Dear colleague,

You ask whether the rule that a vibrational step in $dI/dV$ goes up below transmission 1/2 and down above it fixes the sign in an STM junction, where the transmission is $10^{-4}$ or less, and what happens to the step when you change the tip height, the level position, the substrate coupling, an isotope, the polarity or the temperature. The rule does not fix the sign. The number 1/2 belongs to symmetric coupling. In general the crossover lies at half of the largest transmission the junction can reach, and in the tunnelling limit that is itself tiny. I derive the result first and then take the changes one at a time.

## Model and conventions

One spin-degenerate level without Coulomb repulsion lies at $\varepsilon_0$, measured from the substrate Fermi energy. It couples to one mode through $M\,d^\dagger d\,(b+b^\dagger)$. Static shifts of order $M^2$ are counted in $\varepsilon_0$. Tip and substrate give energy-independent full widths $\Gamma_t$ and $\Gamma_s$, with $\Gamma=\Gamma_t+\Gamma_s$:

$$G(E)=\frac{1}{E-\varepsilon_0+i\Gamma/2}=|G|e^{-i\varphi},\qquad A_0=\Gamma|G|^2,\qquad T=\Gamma_t\Gamma_s|G|^2 .$$

On resonance $T$ reaches $T_{\max}=4\Gamma_t\Gamma_s/\Gamma^2$, and $T/T_{\max}=\Gamma^2|G|^2/4=\sin^2\varphi$. The bias is $eV=\mu_t-\mu_s$, positive when electrons enter empty sample states, and it drops across the vacuum gap, so $\mu_s=0$. I write $\mathcal G=dI/dV$ and $G_0=2e^2/h=77.5\ \mu$S. A step $\Delta\mathcal G$ is counted as $|V|$ rises through $\hbar\omega/e$.

## The step

For one level the Meir-Wingreen formula gives the current from the interacting spectral function $A=-2\,\mathrm{Im}\,G_{\rm int}$:

$$I=\frac{2e}{h}\frac{\Gamma_t\Gamma_s}{\Gamma}\int dE\,A(E)\,[f_t(E)-f_s(E)] .$$

To order $M^2$, $\delta A=-2\,\mathrm{Im}[G^2\Sigma]$. For an empty mode, with $\bar f=(\Gamma_tf_t+\Gamma_sf_s)/\Gamma$,

$$\Sigma(E)=M^2\!\int\!\frac{dE'}{2\pi}A_0(E')\left[\frac{1-\bar f(E')}{E-E'-\hbar\omega+i0}+\frac{\bar f(E')}{E-E'+\hbar\omega+i0}\right].$$

Now assume that $G$ varies little over $\hbar\omega$ and evaluate it at $E=0$. This needs $\hbar\omega|G|\ll1$ and is a second assumption beyond wide-band leads. I call it the flat limit. Then $\mathrm{Im}\,\Sigma=-\tfrac12M^2A_0[1-\bar f(E-\hbar\omega)+\bar f(E+\hbar\omega)]$. At zero temperature, inside the window $0<E<eV$, the first term is nonzero only through the substrate (weight $\Gamma_s/\Gamma$, for $E>\hbar\omega$) and the second only through the tip (weight $\Gamma_t/\Gamma$, for $E<eV-\hbar\omega$). Both intervals have length $eV-\hbar\omega$ and the weights add to one. This part of $\delta A$ is $-2\,\mathrm{Re}[G^2]\,\mathrm{Im}\,\Sigma$, so the current gains $(2e/h)\,TM^2\,\mathrm{Re}[G^2]\,(eV-\hbar\omega)$. With $\mathrm{Re}\,G^2=|G|^2\cos2\varphi$,

$$\Delta\mathcal G=G_0M^2|G|^2\,T\left(1-\frac{2T}{T_{\max}}\right),\qquad r\equiv\frac{\Delta\mathcal G}{\mathcal G}=M^2\,\frac{\varepsilon_0^2-\Gamma^2/4}{(\varepsilon_0^2+\Gamma^2/4)^2}.$$

The 1 in the bracket is the new inelastic channel and the second term is the loss from the elastic one. The sign changes at $T=T_{\max}/2$, which means $|\varepsilon_0|=\Gamma/2$. For $\Gamma_t=\Gamma_s$ this is $T=1/2$, and at $T=1$ the step is $-4G_0M^2/\Gamma^2$.

One picture carries all the reasoning below. At threshold the level acquires an extra width $\delta\Gamma=M^2A_0$, and $\partial A_0/\partial\Gamma=\mathrm{Re}\,G^2$. Broadening a Lorentzian lowers its centre and raises its tails, and the dividing point is the half maximum. The step reports whether you probe the resonance inside or outside its half width. That resonant tunnelling can turn the STM signal into a decrease was pointed out by Persson and Baratoff in 1987.

For $\Gamma_t\ll\Gamma_s$ the flat limit can be dropped. The adsorbate stays in equilibrium with the substrate, $\mathcal G(V)=G_0\Gamma_tA(eV)$, and $\mathrm{Im}\,\Sigma$ jumps by $-M^2A_0(0)/2$ at $E=\pm\hbar\omega$. Dividing by the conductance $G_0\Gamma_tA_0(\pm\hbar\omega)$ at threshold,

$$r_\pm=M^2|G(0)|^2\cos2\varphi(\pm\hbar\omega),\qquad\cos2\varphi(E)=\frac{(E-\varepsilon_0)^2-\Gamma^2/4}{(E-\varepsilon_0)^2+\Gamma^2/4}.$$

## Reference junction

My inputs are illustrative: $\varepsilon_0=1.0$ eV, $\Gamma_s=1.0$ eV, $\Gamma_t=1.0\times10^{-4}$ eV, $\hbar\omega=0.10$ eV, $M=0.10$ eV, 5 K. Every number below is the model's. They give $|G|^2=0.80$ eV$^{-2}$, $T=8.0\times10^{-5}$, $T_{\max}=4.0\times10^{-4}$, $T/T_{\max}=0.20$, $\cos2\varphi=0.60$ and $\mathcal G=6.2$ nS. The step is $r=0.48\,\%$, or $\Delta\mathcal G=30$ pS, upward. Strong modes of chemisorbed molecules typically show several per cent, so the model is about a factor of ten below those, and $r$ scales as $M^2$.

## What accompanies the step

**The logarithm.** $\mathrm{Re}\,\Sigma$ diverges as $\pm(M^2A_0/2\pi)\ln|E\mp\hbar\omega|$ at the substrate edges. The tip edges enter the bias derivative with the opposite sign, which leaves a factor $(\Gamma_s-\Gamma_t)/\Gamma$. It vanishes for a symmetric junction and is practically one for yours. With $-2\,\mathrm{Im}\,G^2=2|G|^2\sin2\varphi$, the singular part in the flat STM limit is

$$\frac{\delta\mathcal G}{\mathcal G}=M^2|G|^2\left[\cos2\varphi\;\theta(|eV|-\hbar\omega)+\mathrm{sgn}(V)\,\frac{\sin2\varphi}{\pi}\ln\frac{\big||eV|-\hbar\omega\big|}{W}\right],$$

where the scale $W$ only sets a smooth background. At finite temperature both terms are smeared by two Fermi edges, each with Fourier transform $\pi k/\sinh\pi k$ in the variable $u=(eV-\hbar\omega)/k_BT_K$, with $T_K$ the temperature. Near the positive threshold $d^2I/dV^2$ is proportional to $\cos2\varphi\,\chi(u)+\sin2\varphi\,H(u)$, with

$$\chi(u)+iH(u)=\frac1\pi\int_0^\infty dk\left(\frac{\pi k}{\sinh\pi k}\right)^2e^{iku}.$$

$\chi$ is an even peak of unit area, height 1/6 and full width 5.4. $H$ is odd, with extrema $\pm0.098$ near $u=\pm3$, which is 0.59 of the peak height. In the reference junction $\sin2\varphi=-0.80$, so the odd part reaches 0.78 of the height of the even part. It rivals the step and must be separated from it. Integrate $d^2I/dV^2$ over a window centred on $\hbar\omega/e$, after subtracting the background, or take the part of $dI/dV$ that is even in $V$.

**Heating.** With no damping other than the electrons, the emission rate is proportional to $\Gamma_t\Gamma_s(eV-\hbar\omega)$ and the absorption rate to $(\Gamma_t^2+\Gamma_s^2)\hbar\omega+\Gamma_t\Gamma_s(eV+\hbar\omega)$. Their difference is $\Gamma^2\hbar\omega$, and the occupation is $n=(T_{\max}/4)(eV/\hbar\omega-1)$. It adds $2nM^2G$ to $\Sigma$, so $\delta A/A_0=2nM^2|G|^2(3-4T/T_{\max})$. Since $n$ starts to grow at threshold, the bracket of the step gains $(T_{\max}/2)(3-4T/T_{\max})$. That is $7\times10^{-4}$ of the reference step and can be ignored in tunnelling.

**Higher orders.** A measure of them is $\lambda=-\partial\,\mathrm{Re}\,\Sigma/\partial E|_{0}=M^2A_0/\pi\hbar\omega$, which is 0.025 for the reference and 0.13 on resonance. Near the crossover ($\varepsilon_0=0.50$ eV) the logarithm itself shifts the level by $M^2A_0/2\pi=3.2$ meV times $\ln(\hbar\omega/k_BT_K)=5.4$, about 17 meV, and the crossover is not located better than that. The tables therefore list $r/M^2$ in eV$^{-2}$, the exact coefficient of order $M^2$, with $\Gamma_t$ neglected in $\Gamma$. At $M=0.10$ eV the entries read directly as per cent, and near the crossover or the resonance only their first figure holds.

## Change 1: the tip comes 1.0 Å closer

*Reasoning.* $T$ and $T_{\max}$ are both proportional to $\Gamma_t$, so their ratio stays put. The tip reads the spectral function and does not shape it. The absolute step should follow the conductance, and $r$ and the sign should not move.

*Calculation.* With $\Gamma_t\propto e^{-2\kappa z}$, $\kappa=\sqrt{2m_e\Phi}/\hbar$ and a typical barrier $\Phi=4.5$ eV, $\kappa=1.09$ Å$^{-1}$ and $\Gamma_t$ grows by 8.8. Then $\mathcal G=54$ nS and $\Delta\mathcal G=0.26$ nS. The extra width lowers $r$ by 0.1 % of itself. A sign change needs $\Gamma_t=2|\varepsilon_0|-\Gamma_s=1.0$ eV, which the exponential law would reach after 4.2 Å, that is in contact, where the law no longer holds. For these inputs that point happens to be the symmetric junction at $T=1/2$. There heating is no longer small, and for an undamped mode the bracket $1-2T+(3-4T)/2$ vanishes at $T=5/8$. A change of $r$ with height in the tunnelling range means that the tip has altered $\varepsilon_0$, $\Gamma_s$ or $M$.

## Change 2: the level moves

A substituent, a coadsorbed alkali atom or a gate shifts $\varepsilon_0$. I hold $\Gamma_s$ and $M$ fixed.

*Reasoning.* Far out in the tail $r\to M^2/\varepsilon_0^2$, which grows as the level approaches. At the half width $r$ must vanish, so there is a maximum in between, and inside the half width the step is negative. The prefactor $|G|^2$ is largest where $\cos2\varphi=-1$, so the strongest decrease should exceed the strongest increase. In the flat limit only $\varepsilon_0^2$ enters, and an occupied level acts like an empty one.

*Calculation.* Setting $\partial r/\partial\varepsilon_0=0$ gives $|\varepsilon_0|=\sqrt3\,\Gamma/2=0.87$ eV with $r=M^2/2\Gamma^2$, and $\varepsilon_0=0$ with $r=-4M^2/\Gamma^2$. The coefficients are 0.50 and $-4.0$ eV$^{-2}$, a ratio of eight.

| $\varepsilon_0$ (eV) | $T/T_{\max}$ | $r/M^2$, flat | $r_+/M^2$ | $r_-/M^2$ |
|---|---|---|---|---|
| 2.0 | 0.059 | 0.21 | 0.20 | 0.21 |
| 1.0 | 0.20 | 0.48 | 0.42 | 0.53 |
| 0.50 | 0.50 | 0.00 | $-0.44$ | 0.36 |
| 0.30 | 0.74 | $-1.4$ | $-2.1$ | $-0.65$ |
| 0 | 1 | $-4.0$ | $-3.7$ | $-3.7$ |
| $-1.0$ | 0.20 | 0.48 | 0.53 | 0.42 |

The reference sits close to the maximum, so small shifts do little: $\partial\ln r/\partial\varepsilon_0=-0.53$ eV$^{-1}$. The crossover occurs at $T=2.0\times10^{-4}$. On resonance the model has $\mathcal G=31$ nS and a decrease of about 4 %, at a transmission of only $4.0\times10^{-4}$. At the crossover the vibrational feature does not disappear. There $\sin2\varphi=-1$, and the flat limit gives a pure peak-dip pair in $(d^2I/dV^2)/\mathcal G$ of amplitude $0.098\,eM^2|G|^2/k_BT_K$, about 5 V$^{-1}$ at 5 K.

## Change 3: the substrate coupling changes

A spacer layer lowers $\Gamma_s$ and a more reactive metal raises it. I hold $\varepsilon_0$, $M$ and $\Gamma_t$ fixed.

*Reasoning.* A narrower resonance leaves the Fermi energy further out in units of the width, so $r$ should rise towards $M^2/\varepsilon_0^2$, here 1.0 %, and stop there. A wider one swallows the Fermi energy once $\Gamma_s>2|\varepsilon_0|$, and the step turns down. It should be weak there, because no step can be more negative than $-4M^2/\Gamma^2$. Since the step is proportional to $\partial A_0/\partial\Gamma$, the sign changes exactly where the conductance at constant height is largest as a function of $\Gamma_s$.

*Calculation.*

| $\Gamma_s$ (eV) | $T$ ($10^{-5}$) | $r/M^2$, flat | $\Delta\mathcal G$ (pS) |
|---|---|---|---|
| 0.10 | 1.0 | 0.99 | 7.7 |
| 0.50 | 4.7 | 0.83 | 30 |
| 1.0 | 8.0 | 0.48 | 30 |
| 2.0 | 10.0 | 0.00 | 0.0 |
| 3.0 | 9.2 | $-0.12$ | $-8.5$ |

Halving $\Gamma_s$ raises the relative step by a factor 1.7 and leaves the absolute step almost unchanged, because the conductance falls by nearly the same factor. The rows at 1.0 and 3.0 eV have similar transmissions and opposite signs, which shows that $T$ alone predicts nothing here. A real spacer usually moves $\varepsilon_0$ too and takes part of the bias, so this change has to be combined with the previous one.

## Change 4: hydrogen is replaced by deuterium

Let the mode be one H atom moving against a heavy frame, so that the effective mass $\mu$ doubles.

*Reasoning.* $M=(\partial\varepsilon_0/\partial Q)\sqrt{\hbar/2\mu\omega}$ for mode coordinate $Q$. The force constant and the derivative are electronic, so $\omega\propto\mu^{-1/2}$ and $M^2\propto\mu^{-1/2}$. The ratio $M^2/\hbar\omega$ is unchanged, and with it the static level shift and $\lambda$. Threshold and step should shrink by the same factor $2^{-1/2}=0.71$, with the sign kept. I neglect anharmonic changes of the geometry.

*Calculation.* The threshold moves to 71 meV and the flat-limit step to 0.34 %. The lower threshold also moves the probed energy. At positive bias it recedes from the empty level, $r_+$ goes from 0.42 to 0.31 %, and the ratio is 0.74. At negative bias it approaches the level, $r_-$ goes from 0.53 to 0.36 %, and the ratio is 0.69. A sign change is possible only if a half-maximum point lies between the two thresholds. That window is 29 meV wide, comparable with the 17 meV of the higher orders, and both steps would be close to zero, so I would not predict it.

## Change 5: the polarity is reversed

*Reasoning.* The flat limit gives no effect. Beyond it, positive bias probes $E=+\hbar\omega$, nearer to an empty level and so nearer to the crossover. For $\varepsilon_0>0$ one expects $r_+<r_-$, and the reverse for an occupied level. The logarithm changes sign.

*Calculation.* $\partial\cos2\varphi/\partial E=\Gamma^2(E-\varepsilon_0)|G|^4=-0.64$ eV$^{-1}$ at the reference, so the linear estimate is $\mp11\,\%$ of the step. The full expression gives $-12\,\%$ and $+10\,\%$. The zeros of $r_+$ lie at $\varepsilon_0=\hbar\omega\pm\Gamma/2$, that is 0.60 and $-0.40$ eV, and those of $r_-$ at 0.40 and $-0.60$ eV. For $0.40<\varepsilon_0<0.60$ eV the step goes down at positive and up at negative bias, as in the third row of the first table, about $-0.4$ and $+0.4\,\%$. This window is $2\hbar\omega$ wide, well beyond the 17 meV uncertainty.

## Change 6: 5 K becomes 77 K

*Reasoning.* The mode stays empty and $k_BT_K\ll\Gamma$, so height and sign of the step remain. Only its width grows. Since $\chi$ and $H$ depend on the same $u$, the line shape is stretched without changing form.

*Calculation.* The Bose occupation at 77 K is $3\times10^{-7}$. The full width $5.4\,k_BT_K$ grows from 2.3 to 36 meV. At $u=0$, where $H$ vanishes, $(d^2I/dV^2)/\mathcal G=er/6k_BT_K$ falls from 1.9 to 0.12 V$^{-1}$, before any modulation broadening. The elastic background has the slope $e\,\partial\ln A_0/\partial E=2e\varepsilon_0|G|^2=1.6$ V$^{-1}$. It already rivals the peak at 5 K and exceeds it thirteen times at 77 K.

## The predictions together

Tip height and temperature leave $r$ alone, and deuteration scales it by about 0.7. Only changes that carry the probed energy $\pm\hbar\omega$ across a half-maximum point of the resonance, $|\pm\hbar\omega-\varepsilon_0|=\Gamma_s/2$, reverse the sign: a level shift, a stronger substrate coupling, or the polarity when the level is already near the crossover. All of this holds for one level with a diagonal coupling. A mode that scatters between two orbitals, or modulates $\Gamma_t$ or $\Gamma_s$, is outside the model. The quantity to record beside each vibrational spectrum is therefore the elastic $dI/dV$ over a range of a few $\Gamma_s$, since the ratio of its value at threshold to its resonance maximum is $T/T_{\max}$, and the step turns over where that ratio passes one half.